# The one-electron density and the external potential energy

The wave function of $N$ electrons depends on $3N$ coordinates and $N$ spins. The energy of the electrons in the field of the nuclei, of a gate or of a charged defect depends on far less, namely on one function of three coordinates, the density $n(\mathbf r)$. This text derives that statement, gives the conditions under which it holds, and uses it to compute the dipole moment of a model LiH molecule.

## 1. Premises and conventions

**Coordinates.** Electron $i$ has a position $\mathbf r_i$ and a spin label $\sigma_i\in\{\uparrow,\downarrow\}$, written together as $x_i=(\mathbf r_i,\sigma_i)$. The symbol $\int dx$ means $\sum_\sigma\int d^3r$. The nuclei are clamped at fixed positions. The elementary charge $e$ is positive, and $n$ is a number density, so the charge density of the electrons is $-e\,n$. The function $v(\mathbf r)$ is the potential energy of one electron, in eV. An electrostatic potential $\phi$ gives $v=-e\phi$.

**P1, normalisation.** $\int|\Psi(x_1,\dots,x_N)|^2\,dx_1\cdots dx_N=1$.

**P2, antisymmetry.** Exchanging any two arguments $x_i$ and $x_j$ changes the sign of $\Psi$.

**P3, expectation values.** An operator that multiplies $\Psi$ by a real function $W(x_1,\dots,x_N)$ has the expectation value $\langle W\rangle=\int W\,|\Psi|^2\,dx_1\cdots dx_N$.

**P4, the potential.** The operator is $\hat V=\sum_{i=1}^N v(\mathbf r_i)$. It is *one-body*, since each term involves one electron, and the same $v$ acts on all of them. It is *local*, since it multiplies $\Psi$ by the value of $v$ at the position of the electron. It is *independent of spin*. Finally $\int|v|\,n\,d^3r$ is finite, with $n$ as defined in (2).

Nothing is assumed about the Hamiltonian. $\Psi$ may be exact or approximate, a ground state or an excited state, correlated or not.

## 2. Derivation

### Step 1: the probability density is symmetric

By P2, an exchange of $x_i$ and $x_j$ multiplies $\Psi$ by $-1$, and the modulus removes the sign:

$$|\Psi(\dots x_i\dots x_j\dots)|^2=|\Psi(\dots x_j\dots x_i\dots)|^2 .\tag{1}$$

This is the only use of P2 in this section.

### Step 2: every electron has the same distribution

The probability density for finding electron $i$ at $\mathbf r$, with any spin and with the others anywhere, is obtained by fixing $\mathbf r_i=\mathbf r$, summing over $\sigma_i$ and integrating out all other coordinates:

$$\rho_i(\mathbf r)=\sum_{\sigma}\int|\Psi(x_1,\dots,x_{i-1},\mathbf r\sigma,x_{i+1},\dots,x_N)|^2\prod_{j\ne i}dx_j .$$

The integrand is never negative. For such an integrand Tonelli's theorem allows the integrations to be done in any order, so $\int\rho_i\,d^3r=1$ by P1, and $\rho_i$ is finite except possibly on a set of zero volume.

Now apply (1) to the first and the $i$-th argument. The fixed point $\mathbf r\sigma$ moves to the first slot, and the integration variable $x_1$ moves to slot $i$. Rename that variable $x_i$. A change of name leaves the value of an integral unchanged, and all the variables run over the same domain. The result is $\rho_i=\rho_1$ for every $i$. We define the density as the sum of the $N$ equal distributions:

$$n(\mathbf r)=\sum_{i=1}^N\rho_i(\mathbf r)=N\sum_{\sigma}\int|\Psi(\mathbf r\sigma,x_2,\dots,x_N)|^2\,dx_2\cdots dx_N .\tag{2}$$

All $N$ spins are summed and $N-1$ positions are integrated. Clearly $n\ge0$, and its unit is Å$^{-3}$ or nm$^{-3}$.

### Step 3: the external potential energy

By P3 and the linearity of the integral over a finite sum,

$$\langle\hat V\rangle=\sum_{i=1}^N\int v(\mathbf r_i)\,|\Psi|^2\,dx_1\cdots dx_N .$$

Here $v$ may have either sign, so the order of integration needs a licence. Tonelli's theorem applied to $|v|\,|\Psi|^2$ gives $\int|v(\mathbf r_i)||\Psi|^2=\int|v|\rho_i\,d^3r=N^{-1}\int|v|\,n\,d^3r$, which is finite by P4. Each term is therefore absolutely integrable, and Fubini's theorem allows any order. In term $i$ we integrate over $\mathbf r_i$ last. The factor $v(\mathbf r_i)$ depends neither on the other coordinates (one-body) nor on $\sigma_i$ (independent of spin), and it does not differentiate or displace $\Psi$ (local). It can be taken outside the inner integrals, which then give $\rho_i(\mathbf r_i)$. Summing over $i$ with (2),

$$\boxed{\;\Big\langle\sum_{i=1}^N v(\mathbf r_i)\Big\rangle=\int v(\mathbf r)\,n(\mathbf r)\,d^3r\;}\tag{3}$$

This has the form of the classical energy of a charge cloud in an external potential, and it is exact. Exchange and correlation shape $n$, but they add no term to (3).

### Step 4: normalisation

Take $v=1$. The operator $\sum_i1$ is the number $N$, whose expectation value is $N$ by P1. Hence

$$\int n(\mathbf r)\,d^3r=N .\tag{4}$$

If $v$ is 1 inside a region $\Omega$ and 0 outside, $\hat V$ counts the electrons in $\Omega$, and (3) shows that $\int_\Omega n\,d^3r$ is their mean number. So $n$ is a mean number per volume. The probability density of one electron is $n/N$. It also follows from (4) that a constant added to $v$ shifts $\langle\hat V\rangle$ by $N$ times that constant, and that every bounded $v$ satisfies P4.

### Step 5: the density operator

Define $\hat n(\mathbf r)=\sum_i\delta(\mathbf r-\mathbf r_i)$. The delta function is not an ordinary function, so P3 is applied to a smoothed version. Let $\delta_\epsilon$ be a normalised Gaussian of width $\epsilon$. It is bounded, so (3) holds with $v(\mathbf r')=\delta_\epsilon(\mathbf r-\mathbf r')$:

$$\Big\langle\sum_i\delta_\epsilon(\mathbf r-\mathbf r_i)\Big\rangle=\int\delta_\epsilon(\mathbf r-\mathbf r')\,n(\mathbf r')\,d^3r' .$$

The right side is an average of $n$ around $\mathbf r$ with unit total weight. As $\epsilon\to0$ the weight collects at $\mathbf r$, and the average tends to $n(\mathbf r)$ wherever $n$ is continuous. In this sense

$$\langle\Psi|\hat n(\mathbf r)|\Psi\rangle=n(\mathbf r),\qquad \hat V=\int v(\mathbf r)\,\hat n(\mathbf r)\,d^3r .\tag{5}$$

The second relation is the sifting property of the delta function applied to each term of the sum. It shows that $v$ couples to the electrons through $\hat n$ alone.

### Step 6: the density is the only function with this property

Suppose an integrable function $\tilde n$ also reproduced $\langle\hat V\rangle$ for every bounded $v$. Then $\int v\,(n-\tilde n)\,d^3r=0$ for all such $v$. The choice $v=\operatorname{sign}(n-\tilde n)$ gives $\int|n-\tilde n|\,d^3r=0$, so $\tilde n=n$ except on a set of zero volume. Knowing $n$ is thus equivalent to knowing all local, spin-independent one-body averages. Two different wave functions with the same density have the same $\langle\hat V\rangle$ for every $v$. The Hohenberg-Kohn argument uses this fact to split the energy into $\int v\,n\,d^3r$ and a remainder that does not refer to $v$.

### Step 7: functional derivatives

Write $V[n]=\int v\,n\,d^3r$ at fixed $v$. A change $\delta n$ gives $V[n+\delta n]-V[n]=\int v\,\delta n\,d^3r$ with no higher terms. The functional derivative is defined as the function that multiplies $\delta n$ in the linear term, so $\delta V/\delta n(\mathbf r)=v(\mathbf r)$. If only changes that conserve $N$ are admitted, $\int\delta n\,d^3r=0$ and the derivative is fixed up to a constant. This is how $v$ enters the Kohn-Sham potential unchanged.

The converse derivative needs an eigenstate. Let $\Psi_\lambda$ be a normalised non-degenerate eigenstate of $\hat H+\lambda\hat W$, with $\hat W=\sum_iw(\mathbf r_i)$, $w$ bounded, and an eigenvalue $E_\lambda$ that is isolated in the spectrum. Differentiate $E_\lambda=\langle\Psi_\lambda|\hat H+\lambda\hat W|\Psi_\lambda\rangle$. The two terms with the derivative of $\Psi_\lambda$ add up to $E_\lambda\,d\langle\Psi_\lambda|\Psi_\lambda\rangle/d\lambda=0$, because the Hamiltonian is Hermitian and the norm is constant. What remains is the Hellmann-Feynman result, and (3) turns it into

$$\frac{dE_\lambda}{d\lambda}=\int w\,n_\lambda\,d^3r,\qquad\text{that is}\qquad\frac{\delta E}{\delta v(\mathbf r)}=n(\mathbf r).\tag{6}$$

## 3. Coulomb potentials are admissible

The nuclear attraction $v=-\sum_AZ_Ae^2/(4\pi\varepsilon_0|\mathbf r-\mathbf R_A|)$ is unbounded, so P4 must be verified. It holds for every state of finite kinetic energy $T$. Put one nucleus at the origin and take a smooth decaying function $\psi(\mathbf r)$. Expand a quantity that cannot be negative:

$$0\le\int\Big|\nabla\psi+\frac{\mathbf r}{2r^2}\psi\Big|^2d^3r=\int|\nabla\psi|^2d^3r+\frac14\int\frac{|\psi|^2}{r^2}d^3r+\frac12\int\frac{\mathbf r}{r^2}\cdot\nabla|\psi|^2\,d^3r .$$

Integration by parts with $\nabla\cdot(\mathbf r/r^2)=1/r^2$ turns the last term into $-\frac12\int|\psi|^2/r^2\,d^3r$. The surface term on a small sphere of radius $r$ around the origin is proportional to $r$ and vanishes. This gives Hardy's inequality $\int|\psi|^2/r^2\,d^3r\le4\int|\nabla\psi|^2d^3r$, which extends by approximation to all functions with a square-integrable gradient. Apply it to $\Psi$ as a function of $\mathbf r_i$, integrate over the other coordinates and sum over $i$. Since $T=(\hbar^2/2m)\sum_i\int|\nabla_i\Psi|^2$, the result is $\int n/r^2\,d^3r\le8mT/\hbar^2$. The Cauchy-Schwarz inequality, applied to $n/r=\sqrt n\cdot\sqrt n/r$, then gives

$$\int\frac{n}{r}\,d^3r\le\sqrt{N\int\frac{n}{r^2}d^3r}\le\sqrt{\frac{8mNT}{\hbar^2}} .\tag{7}$$

The attraction to a finite number of nuclei is therefore finite.

## 4. Density of a determinant and of a basis-set expansion

**Orthonormal orbitals.** Let $\Psi=(N!)^{-1/2}\sum_P\operatorname{sgn}(P)\prod_i\psi_{P(i)}(x_i)$ with orthonormal spin orbitals $\psi_k$ and permutations $P$. Then $|\Psi|^2$ is a double sum over $P$ and $Q$. Integration over $x_2,\dots,x_N$ gives the factor $\prod_{i\ge2}\langle\psi_{Q(i)}|\psi_{P(i)}\rangle$, which vanishes unless $P(i)=Q(i)$ for all $i\ge2$. A permutation that is fixed on $N-1$ entries is fixed on the last, so $P=Q$ and the signs multiply to $+1$. For each value $P(1)=k$ there are $(N-1)!$ permutations. The prefactor is $N\,(N-1)!/N!=1$, and (2) becomes

$$n(\mathbf r)=\sum_{k=1}^N\sum_\sigma|\psi_k(\mathbf r\sigma)|^2=2\sum_{a=1}^{N/2}|\varphi_a(\mathbf r)|^2 .\tag{8}$$

The second form is for a closed shell, in which each spatial orbital $\varphi_a$ occurs once with each spin.

**Overlapping orbitals.** Adding a multiple of one column of a determinant to another leaves it unchanged. Take two real normalised orbitals $\chi_c$ and $\varphi$, both doubly occupied, with overlap $s=\int\chi_c\varphi\,d^3r$ and $|s|<1$. Replacing $\varphi$ by $\varphi-s\chi_c$ for each spin does not alter the determinant. The new function is orthogonal to $\chi_c$ and has the squared norm $1-2s^2+s^2=1-s^2$. After normalisation (8) applies:

$$n=2\chi_c^2+\frac{2(\varphi-s\chi_c)^2}{1-s^2}=\frac{2\,(\chi_c^2+\varphi^2-2s\chi_c\varphi)}{1-s^2}.\tag{9}$$

The plain sum $2\chi_c^2+2\varphi^2$ also integrates to four, but it is not the density of this wave function.

**Basis functions.** If $\varphi_a=\sum_\mu c_{\mu a}\chi_\mu$ with real functions and coefficients, (8), (4) and (3) read

$$n=\sum_{\mu\nu}P_{\mu\nu}\chi_\mu\chi_\nu,\qquad N=\sum_{\mu\nu}P_{\mu\nu}S_{\mu\nu},\qquad\langle\hat V\rangle=\sum_{\mu\nu}P_{\mu\nu}v_{\mu\nu},\tag{10}$$

with $P_{\mu\nu}=2\sum_ac_{\mu a}c_{\nu a}$, $S_{\mu\nu}=\int\chi_\mu\chi_\nu\,d^3r$ and $v_{\mu\nu}=\int\chi_\mu v\chi_\nu\,d^3r$.

## 5. The dipole moment as a case of the theorem

The dipole operator is $\hat{\boldsymbol\mu}=e\sum_AZ_A\mathbf R_A-e\sum_i\mathbf r_i$. With this definition the vector points from the centre of negative charge to the centre of positive charge. Each Cartesian component of the electronic part is a local one-body operator. It satisfies P4 when $\int|\mathbf r|\,n\,d^3r$ is finite, which holds for any density that decays exponentially. By (3),

$$\boldsymbol\mu=e\sum_AZ_A\mathbf R_A-e\int\mathbf r\,n(\mathbf r)\,d^3r .\tag{11}$$

A shift of all position vectors by $-\mathbf a$ changes $\boldsymbol\mu$ by $-e\,\mathbf a\,(\sum_AZ_A-N)$, where (4) was used. For a neutral system the dipole does not depend on the origin, although its two parts do.

A uniform field $\mathcal E$ along $z$ has $\phi=-\mathcal Ez$, so an electron has $v=+e\mathcal Ez$ and a nucleus has the energy $-Z_Ae\mathcal EZ^{\rm pos}_A$, where $Z^{\rm pos}_A$ is its $z$ coordinate. The expectation value of the coupling in the field-free state is

$$\Delta E^{(1)}=e\mathcal E\int z\,n\,d^3r-e\mathcal E\sum_AZ_AZ_A^{\rm pos}=-\mu_z\mathcal E .\tag{12}$$

The same first moment governs interfaces. Let $\bar\rho(z)$ be the plane-averaged total charge density of a neutral layer with no field on either side. Poisson's equation $\bar\phi''=-\bar\rho/\varepsilon_0$ and one integration by parts give $\int z\bar\rho\,dz=-\varepsilon_0[z\bar\phi'-\bar\phi]=\varepsilon_0\Delta\bar\phi$. The potential step across the layer is its dipole per area divided by $\varepsilon_0$.

## 6. Range of validity

The results (2) to (5) are exact under P1 to P4. The limits are these.

- **Symmetry.** Only (1) was used, so the result holds for bosons too. Without (1), the results (3) to (5) survive with $n=\sum_i\rho_i$, and only the factor $N$ in (2) is lost.
- **Mixed states and temperature.** For an ensemble with weights $w_k$, both sides of (3) are linear in $|\Psi_k|^2$, so it holds with $n=\sum_kw_kn_k$. The integral (4) then gives the mean electron number. A time-dependent $\Psi$ obeys (3) at each instant.
- **Spin.** For a potential $v_\sigma(\mathbf r)$ that is diagonal in spin, Step 3 stops before the last spin sum and gives $\sum_\sigma\int v_\sigma n_\sigma\,d^3r$. The total density is then not sufficient.
- **Non-local operators.** For a kernel $v(\mathbf r,\mathbf r')$ the bra and the ket are evaluated at different points, and one needs the density matrix $\gamma(\mathbf r,\mathbf r')=N\sum_\sigma\int\Psi(\mathbf r\sigma,x_2,\dots)\Psi^*(\mathbf r'\sigma,x_2,\dots)\,dx_2\cdots dx_N$, whose diagonal is $n$. The same steps give $\iint v(\mathbf r',\mathbf r)\gamma(\mathbf r,\mathbf r')\,d^3r\,d^3r'$. This concerns the projector part of a pseudopotential. The kinetic energy and the coupling to a vector potential contain derivatives and also need $\gamma$ off its diagonal.
- **Two-body operators.** The electron-electron repulsion depends on two positions and needs the pair density.
- **Integrability.** In an infinite crystal $\int|z|\,n\,d^3r$ diverges, and the dipole of one unit cell depends on how the cell is cut. Equation (11) applies to molecules, clusters and, per area, to slabs along their normal.
- **Eigenstates.** Equation (6), unlike (3), needs an isolated non-degenerate eigenvalue. A strictly uniform field is unbounded and lets a molecule ionise by tunnelling. Equation (12) is then to be read as the first-order energy, which is well defined.
- **Nuclei.** They were clamped, so $\boldsymbol\mu$ is the dipole in the frame of the molecule at one geometry.

The theorem turns a density into an energy without approximation. It does not say how good the density is.

## 7. Illustration: the dipole moment of LiH

### Model and inputs

Li ($Z=3$) is at the origin and H ($Z=1$) at $z=R$. The bond length is approximately 1.6 Å, and we take $R=3a_0=1.5875$ Å, with the Bohr radius $a_0=0.5292$ Å. The four electrons occupy a Li core orbital $\chi_c$ and a bonding orbital $\varphi=c_s\chi_s+c_p\chi_p+c_H\chi_H$. With lengths in units of $a_0$ the normalised Slater functions are

$$\chi_c=\sqrt{\frac{\zeta_c^3}{\pi}}e^{-\zeta_cr_A},\quad\chi_s=\sqrt{\frac{\zeta^5}{3\pi}}\,r_Ae^{-\zeta r_A},\quad\chi_p=\sqrt{\frac{\zeta^5}{\pi}}\,z\,e^{-\zeta r_A},\quad\chi_H=\sqrt{\frac{1}{\pi}}e^{-r_B},$$

where $r_A$ and $r_B$ are the distances from Li and H. The positive lobe of $\chi_p$ points to H. The exponents $\zeta_c=2.7$ and $\zeta=0.65$ are typical values from Slater's rules. The Li $2p_x$ and $2p_y$ functions of the minimal basis are odd under reflection in a plane through the axis and do not mix into $\varphi$. All numbers below are carried unrounded from step to step.

### Integrals

One-centre integrals follow from $\int_0^\infty r^ke^{-br}dr=k!/b^{k+1}$ and the angular average $\langle\cos^2\theta\rangle=1/3$. In units of $a_0$, with $z_{\mu\nu}=\int\chi_\mu z\chi_\nu\,d^3r$,

$$S_{cs}=\frac{24\sqrt{\zeta_c^3\zeta^5/3}}{(\zeta_c+\zeta)^4},\qquad z_{sp}=\frac{5}{2\sqrt3\,\zeta},\qquad z_{cp}=\frac{32\sqrt{\zeta_c^3\zeta^5}}{(\zeta_c+\zeta)^5}.$$

Parity about Li gives $S_{sp}=S_{cp}=0$ and $z_{cc}=z_{ss}=z_{pp}=z_{cs}=0$. Parity about H gives $z_{HH}=R$.

Two-centre integrals separate in the coordinates $\xi=(r_A+r_B)/R\in[1,\infty)$ and $\eta=(r_A-r_B)/R\in[-1,1]$. With $h=R/2$ one has $r_A=h(\xi+\eta)$, $r_B=h(\xi-\eta)$, $z=h(1+\xi\eta)$ and $d^3r=h^3(\xi^2-\eta^2)\,d\xi\,d\eta\,d\alpha$, where the azimuth $\alpha$ gives $2\pi$. The product of exponentials is $e^{-p\xi-q\eta}$ with $p=h(\zeta+1)=2.475$ and $q=h(\zeta-1)=-0.525$. Define $A_k=\int_1^\infty\xi^ke^{-p\xi}d\xi$ and $B_k=\int_{-1}^1\eta^ke^{-q\eta}d\eta$. Integration by parts gives $A_k=(e^{-p}+kA_{k-1})/p$ and $B_k=[(-1)^ke^{q}-e^{-q}+kB_{k-1}]/q$.

| $k$ | 0 | 1 | 2 | 3 | 4 |
|---|---|---|---|---|---|
| $A_k$ | 0.03401 | 0.04774 | 0.07259 | 0.12199 | 0.23116 |
| $B_k$ | 2.09315 | 0.35974 | 0.72270 | 0.21696 | 0.44008 |

Multiplying out the polynomials in $\xi$ and $\eta$,

$$S_{sH}=2h^4\sqrt{\zeta^5/3}\,(A_3B_0+A_2B_1-A_1B_2-A_0B_3),$$

$$z_{sH}=hS_{sH}+2h^5\sqrt{\zeta^5/3}\,(A_4B_1+A_3B_2-A_2B_3-A_1B_4),$$

$$S_{pH}=2h^4\sqrt{\zeta^5}\,(A_2B_0-A_0B_2+A_3B_1-A_1B_3),$$

$$z_{pH}=2h^5\sqrt{\zeta^5}\,\big[A_2B_0-A_0B_2+2(A_3B_1-A_1B_3)+A_4B_2-A_2B_4\big].$$

For the core, $\zeta_c$ replaces $\zeta$, so $p=5.55$ and $q=2.55$, and with the corresponding $A_k$ and $B_k$ one has $S_{cH}=2h^3\sqrt{\zeta_c^3}\,(A_2B_0-A_0B_2)$ and $z_{cH}=hS_{cH}+2h^4\sqrt{\zeta_c^3}\,(A_3B_1-A_1B_3)$. The values are:

| pair | $S_{\mu\nu}$ | $z_{\mu\nu}$ (Å) |
|---|---|---|
| $s,H$ | 0.4770 | 0.5913 |
| $p,H$ | 0.5549 | 0.9021 |
| $s,p$ | 0 | 1.1751 |
| $c,s$ | 0.1663 | 0 |
| $c,p$ | 0 | 0.0607 |
| $c,H$ | 0.0955 | 0.0245 |

### Orbital coefficients

The theorem accepts any normalised antisymmetric $\Psi$, so a simple recipe for the coefficients is enough. We use an extended-Hückel matrix in the three valence functions, with the typical diagonal elements $H_{ss}=-5.4$ eV, $H_{pp}=-3.5$ eV and $H_{HH}=-13.6$ eV, and the Wolfsberg-Helmholz rule $H_{\mu\nu}=KS_{\mu\nu}(H_{\mu\mu}+H_{\nu\nu})/2$ for $\mu\neq\nu$ with the typical value $K=1.75$. This gives $H_{sH}=-7.931$ eV, $H_{pH}=-8.302$ eV and $H_{sp}=0$. The coefficients solve $\sum_\nu(H_{\mu\nu}-\varepsilon S_{\mu\nu})c_\nu=0$. The rows for $s$ and $p$ give the ratios, and the row for $H$ then fixes $\varepsilon$:

$$\lambda_k=\frac{c_k}{c_H}=-\frac{H_{kH}-\varepsilon S_{kH}}{H_{kk}-\varepsilon},\qquad H_{HH}-\varepsilon=\sum_{k=s,p}\frac{(H_{kH}-\varepsilon S_{kH})^2}{H_{kk}-\varepsilon}.$$

The lowest root is $\varepsilon=-13.845$ eV, with $\lambda_s=0.1570$ and $\lambda_p=0.0599$. Normalisation requires $c_H^{-2}=1+\lambda_s^2+\lambda_p^2+2\lambda_sS_{sH}+2\lambda_pS_{pH}=1.2445$, so

$$c_H=0.8964,\qquad c_s=0.1407,\qquad c_p=0.0537 .$$

### Valence pair

For the term $2\varphi^2$, equation (10) has $P_{\mu\nu}=2c_\mu c_\nu$. Off-diagonal elements occur twice in the sums.

| term | $P_{\mu\nu}$ | electrons | part of $\int z\,2\varphi^2d^3r$ (Å) |
|---|---|---|---|
| $HH$ | 1.6070 | 1.6070 | 2.551 |
| $ss$ | 0.0396 | 0.0396 | 0 |
| $pp$ | 0.0058 | 0.0058 | 0 |
| $sH$ | 0.2523 | 0.2407 | 0.298 |
| $pH$ | 0.0963 | 0.1069 | 0.174 |
| $sp$ | 0.0151 | 0 | 0.036 |
| sum | | 2.0000 | 3.059 |

The electron count confirms (4) for this pair. The centroid of $\varphi^2$ is $\bar z=1.529$ Å, slightly on the Li side of the proton. The $sp$ term holds no net charge and still has a moment, because it moves density from the back of the Li atom towards H. If the overlap of $\varphi$ with the core were ignored, (11) would give $\mu_z=e(R-2\bar z)=-1.471\;e$Å.

### The full four-electron density

The density of the determinant is (9). The overlap is $s=c_sS_{cs}+c_HS_{cH}=0.1090$, so $s^2=0.0119$, and the mixed moment is $z_{c\varphi}=c_pz_{cp}+c_Hz_{cH}=0.0253$ Å. With $z_{cc}=0$,

$$\int z\,n\,d^3r=\frac{2\,(\bar z-2s\,z_{c\varphi})}{1-s^2}=3.0845\ \text{Å}.$$

The Li nucleus is at the origin and contributes nothing to (11), and the proton contributes $eR$:

$$\mu_z=e\,(1.5875-3.0845)\ \text{Å}=-1.4970\;e\text{Å}.$$

The negative sign means that the dipole points from H to Li, with Li as the positive end. Antisymmetry has pushed valence density out of the core region and raised the magnitude by $0.026\;e$Å, about 2 %. The magnitude is 0.94 of the value $eR$ for point ions Li$^+$ and H$^-$.

### How many figures the model supports

The four decimals serve only to follow the arithmetic. The coefficients are not self-consistent, and the model ignores, for instance, that the H level rises when H gains charge. Changing one input at a time and repeating all steps shows the sensitivity.

| change | $\mu_z$ ($e$Å) |
|---|---|
| none | $-1.50$ |
| $\chi_p$ omitted | $-1.46$ |
| $K=2.0$ | $-1.45$ |
| $H_{HH}=-10$ eV | $-1.40$ |

The largest shift is $0.1\;e$Å, or 7 %. The exponents, the bond length and correlation were not varied, so this spread is not a bound on the distance to the exact dipole. The model result is $|\mu|\approx1.5\;e$Å, or 7.2 D, and its second figure is already uncertain.

### Why atomic charges are not enough

A Mulliken analysis assigns half of each overlap population to each atom. For the valence pair it puts $P_{HH}+P_{sH}S_{sH}+P_{pH}S_{pH}=1.781$ electrons on H, a net charge of $-0.781\,e$. Point charges of this size at the nuclei give $-1.240\;e$Å, which differs by $0.232\;e$Å from the $-1.471\;e$Å of the same density. The reason is visible in the integrals. Equal sharing places the overlap charge at the midpoint, 0.794 Å. The true centroids $z_{\mu\nu}/S_{\mu\nu}$ are at 1.240 Å for $sH$ and 1.626 Å for $pH$, and the $sp$ moment is left out altogether. Equation (3) requires the density itself. A partition into charges discards part of it.

### Energies

Equation (3) gives external potential energies from the same density. For the term $2\chi_c^2$ in the field of the Li nucleus, $\int\chi_c^2/r_A\,d^3r=\zeta_c/a_0$, so the energy is $-2\cdot3\,\zeta_c\,e^2/(4\pi\varepsilon_0a_0)=-441$ eV. For this pair alone $T=\hbar^2\zeta_c^2/(ma_0^2)$, and the bound (7) equals $4\zeta_c/a_0$, twice the actual value $2\zeta_c/a_0$.

For a field of 1 V/nm directed from Li to H, of the order found in thin gate dielectrics, (12) has the electronic part $e\mathcal E\int z\,n\,d^3r=+0.308$ eV and the nuclear part $-e\mathcal ER=-0.159$ eV. Their sum is $\Delta E^{(1)}=+0.150$ eV, and the reversed field gives the opposite sign. This energy corresponds to $1.7\times10^3$ K and is 5.8 times the thermal energy $k_BT=0.0259$ eV at 300 K. The neglected response of the density to the field lowers the energy by $\frac12(4\pi\varepsilon_0\alpha')\mathcal E^2$. With an approximate polarisability volume $\alpha'=4$ Å$^3$ this is 1.4 meV, two orders of magnitude below the first-order term.